## Appendix: Direct CI for closed-shell doubles in a four-orbital π model of N₂

### A.1 The sigma vector in matrix form

Orbitals are real and canonical RHF, integrals $(pq|rs)$ are in charge-cloud notation, and energies are in hartree. Indices $i,j,k,l$ run over the $o$ correlated occupied orbitals and $a,b,c,d$ over the $v$ virtual ones. With the spin-summed operators $E_{pq}$, the CID wavefunction is

$$\Psi=c_0\Phi_0+\tfrac12\sum_{ijab}C_{ij}^{ab}E_{ai}E_{bj}\Phi_0,\qquad C_{ij}^{ab}=C_{ji}^{ba}.$$

$C_{ij}^{ab}$ is the coefficient of the determinant $i\alpha\to a\alpha$, $j\beta\to b\beta$, and the same-spin determinants carry $C_{ij}^{ab}-C_{ij}^{ba}$. The sigma vector holds the coefficients of $(H-E_0)\Psi$ in the same expansion, so it follows from the Slater–Condon rules for one $\alpha\beta$ determinant. Define the $v\times v$ matrices $(\mathbf C_{ij})_{ab}=C_{ij}^{ab}$, $\tilde{\mathbf C}_{ij}=2\mathbf C_{ij}-\mathbf C_{ij}^T$, $(\mathbf K_{ij})_{ab}=(ia|jb)$ and $(\mathbf J_{ij})_{ab}=(ij|ab)$. Then

$$\sigma_0=\sum_{ijab}\tilde C_{ij}^{ab}(ia|jb),$$

$$\boldsymbol\sigma_{ij}=c_0\mathbf K_{ij}+\boldsymbol\varepsilon\mathbf C_{ij}+\mathbf C_{ij}\boldsymbol\varepsilon-(\varepsilon_i+\varepsilon_j)\mathbf C_{ij}+\mathbf K(\mathbf C_{ij})+\sum_{kl}(ki|lj)\,\mathbf C_{kl}+\mathbf G_{ij}+\mathbf G_{ji}^T,$$

$$\mathbf K(\mathbf C)_{ab}=\sum_{cd}(ac|bd)C^{cd},\qquad \mathbf G_{ij}=\sum_k\left(\tilde{\mathbf C}_{ik}\mathbf K_{kj}-\mathbf C_{ik}\mathbf J_{kj}-\mathbf J_{kj}\mathbf C_{ik}\right),$$

with $\boldsymbol\varepsilon$ the diagonal matrix of virtual orbital energies. The $\tilde{\mathbf C}$ arises as follows. Replacing $(j,b)\beta$ by $(k,c)\alpha$ gives $(C_{ik}^{ac}-C_{ik}^{ca})(kc|jb)$, replacing it by $(k,c)\beta$ gives $C_{ik}^{ac}[(kc|jb)-(kj|cb)]$, and the sum is $\tilde{\mathbf C}\mathbf K-\mathbf C\mathbf J$. Replacing the $\beta$ hole $j$ and the $\alpha$ particle $a$ gives only the Coulomb term $-\mathbf J\mathbf C$. CID solves $\sigma=E_c\,C$.

Every coupling coefficient is $0$, $\pm1$ or $2$, and no list of them is needed. The price is a non-orthogonal basis, with scalar product $c_0c_0'+\sum\tilde C_{ij}^{ab}C_{ij}'^{ab}$. Roos introduced the construction of sigma directly from the integrals in 1972, and the arrangement in pair matrices goes back to Meyer's self-consistent electron pairs of 1976.

With virtual MO coefficients $\mathbf V$, the ladder is an exchange build on a non-symmetric AO density:

$$\mathbf D=\mathbf V\mathbf C_{ij}\mathbf V^T,\qquad K_{\mu\nu}=\sum_{\rho\tau}(\mu\rho|\nu\tau)D_{\rho\tau},\qquad \mathbf K(\mathbf C_{ij})=\mathbf V^T\mathbf K\mathbf V .$$

### A.2 The model

The size $o=v=2$ is the smallest at which a pair matrix can have an antisymmetric part, so that $\tilde{\mathbf C}\neq\mathbf C$, and at which both ladders have off-diagonal elements. The π system of N₂ has this size. Take orthonormal $p_x,p_y$ on atoms A and B, four electrons, hopping $-t$ between like orbitals, and only one-centre integrals with cylindrical symmetry,

$$g_{\alpha\beta\gamma\delta}=U'\delta_{\alpha\beta}\delta_{\gamma\delta}+J(\delta_{\alpha\gamma}\delta_{\beta\delta}+\delta_{\alpha\delta}\delta_{\beta\gamma}),\qquad U=g_{xxxx}=U'+2J.$$

The scalar $J$ is the atomic exchange integral. A two-centre repulsion $Vn_An_B$ changes $H$ only by $U'\to U'-V$ and a constant, so for CI energies $U'$ stands for that difference.

The occupied MOs are $x,y=(p_A+p_B)/\sqrt2$ and the virtual ones $X,Y=(p_A-p_B)/\sqrt2$. An MO integral equals $g/2$ for an even number of virtual indices and vanishes otherwise. The mean-field shift is $(3U'+J)/2$ for all four orbitals, so the gap is $2t$ and $E_0=-4t+3U'+J$. Singles and triples have odd parity and do not couple to $\Phi_0$. The integral matrices are

$$\mathbf K_{xx}=\tfrac12\begin{pmatrix}U&0\\0&J\end{pmatrix},\quad\mathbf K_{xy}=\tfrac12\begin{pmatrix}0&U'\\J&0\end{pmatrix},\quad\mathbf J_{xx}=\tfrac12\begin{pmatrix}U&0\\0&U'\end{pmatrix},\quad\mathbf J_{xy}=\tfrac12\begin{pmatrix}0&J\\J&0\end{pmatrix},$$

and the rest follow from $x\leftrightarrow y$. Of the 10 singlet doubles, three combinations are totally symmetric. With direction labels, $C_{ij}^{ab}=q\,\delta_{ij}\delta_{ab}+r\,\delta_{ia}\delta_{jb}+s\,\delta_{ib}\delta_{ja}$, that is

$$\mathbf C_{xx}=\begin{pmatrix}p&0\\0&q\end{pmatrix},\qquad\mathbf C_{xy}=\begin{pmatrix}0&r\\s&0\end{pmatrix},\qquad p=q+r+s.$$

### A.3 The three contractions

**Particle ladder through the AOs.** The AO density has blocks $\mathbf D_{AA}=\mathbf D_{BB}=\mathbf C/2$ and $\mathbf D_{AB}=\mathbf D_{BA}=-\mathbf C/2$. One-centre integrals see only the diagonal blocks and return $g[\mathbf C]/2$ on each atom, with $g[\mathbf C]=U'\mathbf C+J\mathbf C^T+J\,\mathrm{tr}(\mathbf C)\,\mathbf 1$. The back-transformation averages the two blocks, so $\mathbf K(\mathbf C)=g[\mathbf C]/2$, which is also what the MO integrals $(ac|bd)=g_{acbd}/2$ give.

**Hole ladder.** It is $(U\mathbf C_{xx}+J\mathbf C_{yy})/2$ for the pair $xx$ and $(U'\mathbf C_{xy}+J\mathbf C_{yx})/2$ for $xy$.

**Result on $(q,r,s)^T$.** Each ladder acts as $\mathbf L$, and the $2\times2$ products in $\mathbf G_{ij}+\mathbf G_{ji}^T$ act as $\mathbf R$:

$$\mathbf L=\tfrac12\begin{pmatrix}U'+3J&J&J\\0&U'&J\\0&J&U'\end{pmatrix},\qquad\mathbf R=\begin{pmatrix}J-2U'&-2J&J\\U'-2J&U'+J&-3J\\-J&-2J&-2U'-J\end{pmatrix},$$

$$\mathbf M=2\mathbf L+\mathbf R=\begin{pmatrix}4J-U'&-J&2J\\U'-2J&2U'+J&-2J\\-J&-J&-U'-J\end{pmatrix}.$$

The source term is $c_0\mathbf v$ with $\mathbf v=\tfrac12(J,U',J)^T$, and $\sigma_0=\mathbf f^T(q,r,s)^T$ with $\mathbf f=(U'+3J,\;3U'+J,\;4J)^T$. $\mathbf M$ is not symmetric, but the metric $\mathbf S=\begin{pmatrix}4&2&2\\2&6&0\\2&0&6\end{pmatrix}$ makes $\mathbf S\mathbf M$ symmetric and gives $\mathbf f=\mathbf S\mathbf v$, as a Hermitian $H$ requires.

### A.4 Closed solution

Set $c_0=1$ and $\lambda=E_c-4t$. The doubles equations give $(q,r,s)^T=(\lambda-\mathbf M)^{-1}\mathbf v$, and $\mathbf f^T(\lambda-\mathbf M)^{-1}\mathbf v=N(\lambda)/P(\lambda)$ with

$$P=\lambda^3-4J\lambda^2-(3U'^2-2U'J+3J^2)\lambda-2U'^3+6U'^2J+6U'J^2+6J^3,$$

$$N=\tfrac12(3U'^2+2U'J+7J^2)\lambda^2+(3U'^3-3U'^2J-13U'J^2-11J^3)\lambda+\tfrac32U'^4-4U'^3J-21U'^2J^2+16U'J^3+\tfrac{15}2J^4.$$

CID is the lowest root of the quartic $(\lambda+4t)P=N$. For $J=0$, $N=\tfrac32U'^2(\lambda+U')^2$ and $P=(\lambda+U')^2(\lambda-2U')$, so

$$E_c=\Delta-\sqrt{\Delta^2+\tfrac32U'^2},\qquad\Delta=2t+U'.$$

Full CI adds one function, the quadruple $X^2Y^2$. Changing the sign of the orbitals on B exchanges $x\leftrightarrow X$ and $y\leftrightarrow Y$. This leaves the interaction and the three symmetric doubles unchanged and maps $\Phi_0$ on the quadruple. The quadruple therefore lies $8t$ above $\Phi_0$ and couples through the same $\mathbf f$ and $\mathbf v$. Eliminating both end states gives $1=(N/P)[(\lambda+4t)^{-1}+(\lambda-4t)^{-1}]$, or

$$(\lambda^2-16t^2)\,P=2\lambda N .$$

Linearised coupled-cluster doubles (LCCD) uses the same sigma vector with $\boldsymbol\sigma_{ij}=0$, so its energy is $N/P$ at $\lambda=-4t$.

### A.5 Numbers

Take the illustrative inputs $t=0.20$, $U'=0.30$, $J=0.04$, so $U=0.38$ and $E_0=0.14$. The CID problem on $(c_0,q,r,s)$ has the matrix

$$\begin{pmatrix}0&0.42&0.94&0.16\\0.02&0.66&-0.04&0.08\\0.15&0.22&1.44&-0.08\\0.02&-0.04&-0.04&0.46\end{pmatrix}.$$

| Method | $E_c$ / $E_h$ | Error against full CI / m$E_h$ |
|---|---|---|
| CID | $-0.10781$ | $+6.61$ |
| LCCD | $-0.11784$ | $-3.42$ |
| Full CI | $-0.11442$ | 0 |

The CID amplitudes are $q=-0.0265$, $r=-0.0954$, $s=-0.0438$ and $p=-0.1657$. With $J=0$ the radical gives $-0.09057$. The element $\sigma_{xx}^{XX}$ at convergence is made up of

| Term | Expression | Value / $E_h$ |
|---|---|---|
| Source | $U/2$ | $+0.19000$ |
| Orbital energies | $4tp$ | $-0.13254$ |
| Particle ladder | $(Up+Jq)/2$ | $-0.03201$ |
| Hole ladder | $(Up+Jq)/2$ | $-0.03201$ |
| Rings | $-Uq+(U'-3J)r-(2U'+3J)s$ | $+0.02442$ |
| Sum | $E_c\,p$ | $+0.01786$ |

These energies are the model's. The valence correlation energy of N₂ in cc-pVQZ is typically about $-0.4\,E_h$, so the model's full CI value is a fraction of about 0.3 of it; the model has no σ electrons and no virtual orbitals beyond π*.

### A.6 Comparison with the general statement

The model confirms the structure exactly. Sigma is a sum of products of pair matrices with integral matrices, and the ladder is the same from AO and from MO integrals. It cannot show the saving, since $o^2v^4=o^3v^3=o^4v^2=64$. The equality of the two ladders is a property of the half-filled space.

For N₂ in cc-pVQZ each atom carries the spherical set $[5s4p3d2f1g]$, 55 functions, so $n=110$. Seven orbitals are occupied, so $v=103$, and freezing the two $1s$ cores leaves $o=5$. Singles do couple to the doubles here, and CISD adds their terms to the doubles–doubles block counted below. The counts are multiply–adds per iteration without spatial or permutational symmetry.

| Step | Scaling | Count |
|---|---|---|
| Particle ladder, MO integrals | $o^2v^4$ | $2.81\times10^9$ |
| Particle ladder, AO integrals | $o^2n^4$ | $3.66\times10^9$ |
| Each of its four index transformations, at most | $o^2n^3$ | $3.33\times10^7$ |
| Each of the three ring products | $o^3v^3$ | $1.37\times10^8$ |
| Hole ladder | $o^4v^2$ | $6.63\times10^6$ |

The particle ladder exceeds one ring product by $v/o=20.6$. The symmetry $\mathbf C_{ji}=\mathbf C_{ij}^T$ restricts it to the 15 pairs $i\ge j$ out of 25. The AO route does not lower the count. It removes the transformation and storage of the $1.43\times10^7$ distinct four-virtual integrals, 115 MB at 8 bytes each.

With $ov=515$ there are $ov(ov+1)/2=132870$ singlet doubles, a vector of 1.06 MB. The square Hamiltonian block has $1.77\times10^{10}$ elements, close to $o^4v^4/4$, or 141 GB. Most of them vanish, because two doubles that differ in more than two orbitals do not interact, and those that remain repeat. The array $(ac|bd)$ recurs unchanged for every pair $ij$, and $(ki|lj)$ for every $ab$, just as the single map $g[\mathbf C]/2$ serves all four pairs of the model.